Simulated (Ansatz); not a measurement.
Ni: energy less free atoms and pressure against volume per atom

All results are calculated (Ansatz 0.2.0). Periodic Kohn-Sham DFT of a crystal at fixed atoms; pressure and stress are positive in compression; the energy is the free energy less that of spherical unpolarised free atoms; site moments are those in the method's own spheres, positive along +z.

Cell of the first row (space group Fm-3m, No. 225):
```
CELL_PARAMETERS angstrom
0.00000 1.72400 1.72400
1.72400 0.00000 1.72400
1.72400 1.72400 0.00000
ATOMIC_POSITIONS crystal
Ni 0.00000 0.00000 0.00000
```

Settings of every row: method all-electron LAPW; functional PBE; relativity scalar; k mesh 18x18x18; filling fermi-dirac; smearing width 0.08 eV; basis error target 1 meV/atom; nucleus gaussian.

Atom:
```csv
element,start moment (bohr magneton)
Ni,1.5
```

Limits: with one magnetic atom in the cell only parallel moments are possible.

```csv
row,volume per atom (Å³),energy less free atoms (eV/atom),pressure (GPa),cell moment (bohr magneton)
1,10.248,-7.095,14.135,0.612
2,10.569,?,?,?
3,10.896,-7.1219,-0.009,0.624
4,11.223,-7.1162,-5.454,0.631
5,11.55,-7.1003,-10.001,0.64
```

Question: what energy less free atoms and pressure should row 2 give?

Worked fit of energy less free atoms. Take u = (V_r/V)^(2/3) − 1 with V_r = 11.059 Å³ an atom, which is twice the finite (Eulerian) strain; such expansions in the strain, on which the Birch-Murnaghan equation of state is built, carry the rest volume and the bulk modulus. The shown rows have u = 0.05209, 0.00995, -0.00977, -0.02855. Least squares give energy less free atoms = −7.12048 − 0.2842 × u + 14.843 × u² eV/atom; a straight line predicts inner rows, each left out in turn, worse (root mean square 0.015 against 0.00018 eV/atom). The rows lie off it by 0.0000, -0.0001, 0.0001, 0.0000. Its lowest point lies at u = 0.0096, or V = 10.9 Å³ an atom, and the curvature there gives the bulk modulus at fixed shape and fractions, B = (4/9)(1 + u)² E″(u)/V = 198 GPa. The withheld row has u = 0.03067, so the fit gives −7.12048 − 0.2842 × (0.03067) + 14.843 × (0.03067)² = -7.1152 eV/atom.

The calculation gave -7.1155 eV/atom. The fit lies 0.0003 eV/atom (1.1 % of the column's range) above it; its largest miss of a shown row is 0.0001 eV/atom.

Worked fit of pressure. Take u = (V_r/V)^(2/3) − 1 with V_r = 11.059 Å³ an atom, which is twice the finite (Eulerian) strain; such expansions in the strain, on which the Birch-Murnaghan equation of state is built, carry the rest volume and the bulk modulus. The shown rows have u = 0.05209, 0.00995, -0.00977, -0.02855. Least squares give pressure = −2.8497 + 277.114 × u + 939.18 × u² GPa; a straight line predicts inner rows, each left out in turn, worse (root mean square 0.93 against 0.027 GPa). The rows lie off it by 0.001, -0.010, 0.013, -0.005 (root mean square 0.0086 GPa). The pressure vanishes at u = 0.0099, or V = 10.9 Å³ an atom, and there the bulk modulus at fixed shape and fractions is B = −V dP/dV = (2/3)(1 + u) dP/du = 199 GPa. The withheld row has u = 0.03067, so the fit gives −2.8497 + 277.114 × (0.03067) + 939.18 × (0.03067)² = 6.533 GPa.

The calculation gave 6.5 GPa. The fit lies 0.033 GPa (0.14 % of the column's range) above it; its largest miss of a shown row is 0.013 GPa.

The other values of row 2: cell moment 0.618 bohr magneton.
